A chlorine molecule can accept electrons at its ends, donate them from its lone pairs, or simply lie beside another molecule. The five partners below bring out all three roles, so the table compares kinds of binding. Energies are in kcal/mol, and negative values bind. The deformation is the energy spent on bringing the separate partners into the shapes they have in the pair.

Counterpoise-corrected interaction energies of Cl2 with five partners, each at its most strongly bound minimum found (Ansatz 0.2.0, PBE0-D4/def2-TZVP structures, def2 core potential on Hf). The frozen-core CCSD(T) values are focal-point estimates of the basis-set limit: HF and MP2 correlation are extrapolated from def2-TZVPPD and def2-QZVPPD, and CCSD(T) less MP2 is added from def2-TZVPPD alone. The functionals are in def2-TZVPPD. Negative binds; the correlation part is CCSD(T) less HF.

| partner | pair (SMILES) | CCSD(T) (kcal/mol) | HF (kcal/mol) | correlation part (kcal/mol) | MP2 less CCSD(T) (kcal/mol) | PBE-D4 less CCSD(T) (kcal/mol) | PBE0-D4 less CCSD(T) (kcal/mol) | wB97M-V less CCSD(T) (kcal/mol) | deformation, CCSD(T) (kcal/mol) |
| --- | --- | --- | --- | --- | --- | --- | --- | --- | --- |
| F- | [F-].ClCl | -50.36 | -46.11 | -4.25 | -3.40 | -8.37 | -8.08 | -2.65 | 10.59 |
| Cu+ | [Cu+].ClCl | -23.86 | -9.78 | -14.08 | -1.36 | -9.43 | -2.96 | -0.71 | -0.10 |
| H4HfO4 | ClCl.O[Hf](O)(O)O | -3.70 | 1.06 | -4.76 | -0.64 | -1.78 | -0.72 | -0.04 | 0.19 |
| FH | F.ClCl | -1.76 | -0.12 | -1.64 | -0.05 | -0.71 | -0.37 | -0.08 | 0.03 |
| F2 | FF.ClCl | -0.54 | 0.42 | -0.97 | -0.04 | -0.15 | -0.05 | -0.13 | 0.01 |

*Which partner holds Cl₂ most firmly once deformation is paid for?* It is F⁻, with −50.36 + 10.59 = −39.8 kcal/mol, about 75 times the value for F₂. The order of the rows stays the same when deformation is included. Both ions bind far more strongly than any neutral partner, which suggests that charge is the first thing to examine.

*Can the charge alone explain this?* At distance R an ion makes a field e/R², and a molecule of polarisability α gains half of α times the field squared, so the energy is −e²α/(2R⁴). For F⁻, with e² ≈ 14 eV Å, a rough recalled α of 4.6 Å³ and R = 3.0 Å to the middle of Cl₂, this is −14 × 4.6/(2 × 3.0⁴) ≈ −0.4 eV, or −9 kcal/mol. The same formula gives about −16 kcal/mol for Cu⁺, while the dipole of FH yields only a few tenths. At such short distances the formula is only a guide, and it leaves out the pull of the ion on the uneven charge within Cl₂, whose slightly positive ends favour an anion. It shows that polarisation by a charge can set the ions apart from the neutral molecules, but by itself it would put Cu⁺ ahead of F⁻.

*What does F⁻ have that Cu⁺ lacks?* It pushes a lone pair into the empty antibonding orbital of Cl₂, which makes a strong new bond to one Cl and weakens the old bond between the two. The computed structure shows the result: F–Cl is only 1.86 Å, and Cl–Cl has stretched from 1.99 Å beside F₂ to 2.28 Å. Triiodide is a simpler case of the same bonding, with iodide added to I₂, although its two bonds are equal when the ion is free and these are not. With Cu⁺ the roles are reversed: one Cl donates a lone pair to the metal, and Cl₂ hardly changes shape.

*Why does Hartree–Fock (HF) bind F⁻ but not F₂?* The pull of the charge and the new bond to F⁻ are already present in HF. What HF leaves out is the correlated motion of electrons and with it dispersion, the main attraction between two nonpolar molecules. London's dispersion formula, with rough recalled polarisabilities and ionisation energies, gives −0.8 kcal/mol for F₂ against a correlation part of −0.97. For the hydrogen bond of FH it gives −0.5 against −1.64, so it is good for the order of magnitude only. Correlation also decides the H₄HfO₄ pair, which HF finds repulsive at this distance. There the end of Cl₂ probably faces an oxygen, in what is called a halogen bond. Cu⁺ does not fit this simple division: despite its charge, HF gives only −9.78 of its −23.86 kcal/mol, and its correlation part is the largest in the table. Correlation within the filled d shell and stronger donation from Cl may both contribute, but these runs do not separate them.

*Does the small correlation part for F⁻ mean that correlation hardly matters there?* No, because that number is measured from a Cl₂ that is already stretched. Fragment energies, with the almost unstretched Cl₂ of the H₄HfO₄ pair as the starting point, put the cost of stretching at about 17 kcal/mol in HF and 12 in the CCSD(T) estimate, since HF describes a lengthening bond poorly. Counted from unstretched Cl₂, correlation strengthens the binding by about 9 kcal/mol, twice what the table seems to say. This figure is good to one or two kcal/mol, as the stretching cost found this way exceeds the tabulated deformation by about that much.

*What changes if PBE is replaced by PBE0, or Cl₂ by Br₂?* PBE spreads electrons too readily between partners, and the exact exchange in PBE0 restrains this, which is the standard reason why the error for Cu⁺, measured from the CCSD(T) estimate, falls from −9.43 to −2.96 kcal/mol. For F⁻ it barely moves, from −8.37 to −8.08. Part of the reason is probably the stretched Cl₂ fragment. HF makes the stretching about 5 kcal/mol too costly, and the quarter of exact exchange in PBE0 should push the same way. A fragment that is too high in energy makes the interaction look stronger, which hides some of the gain. With Br₂, which is more polarisable and accepts electrons more easily, polarisation, donation from F⁻ and dispersion should all grow.

*Which digits can be trusted?* For the three neutral partners, differences of about 0.1 kcal/mol should not be used to rank methods, especially as the functionals were run in def2-TZVPPD alone, while the CCSD(T) reference is a focal-point estimate of the basis-set limit. Only its HF and MP2 parts were extrapolated. The step from MP2 to CCSD(T) was computed in the triple-zeta basis, and whatever a larger basis would change in it remains as an uncertainty in the reference and in every error measured from it. For Cu⁺ even the whole kcal/mol is open to doubt, because copper was treated without relativity; its slightly negative deformation only reflects structures optimised with another method. For F₂ the HF solution on which coupled cluster builds is unstable: its energy would fall if paired electrons could take different orbitals. This is so for the molecule alone as well as for the pair, so much of the fault should cancel. The row of F⁻ is flagged for the same fault, although the pair and the fluoride ion are both stable. It therefore probably comes from the stretched Cl₂ alone and does not cancel, which makes the interaction energy and its correlation part less certain than their digits suggest. One result stands out all the same: PBE-D4 overbinds every pair here, by 17 to 48 % of the interaction estimated for CCSD(T). Only for F₂ is the excess, 0.15 kcal/mol, close to the limit of what can be trusted.
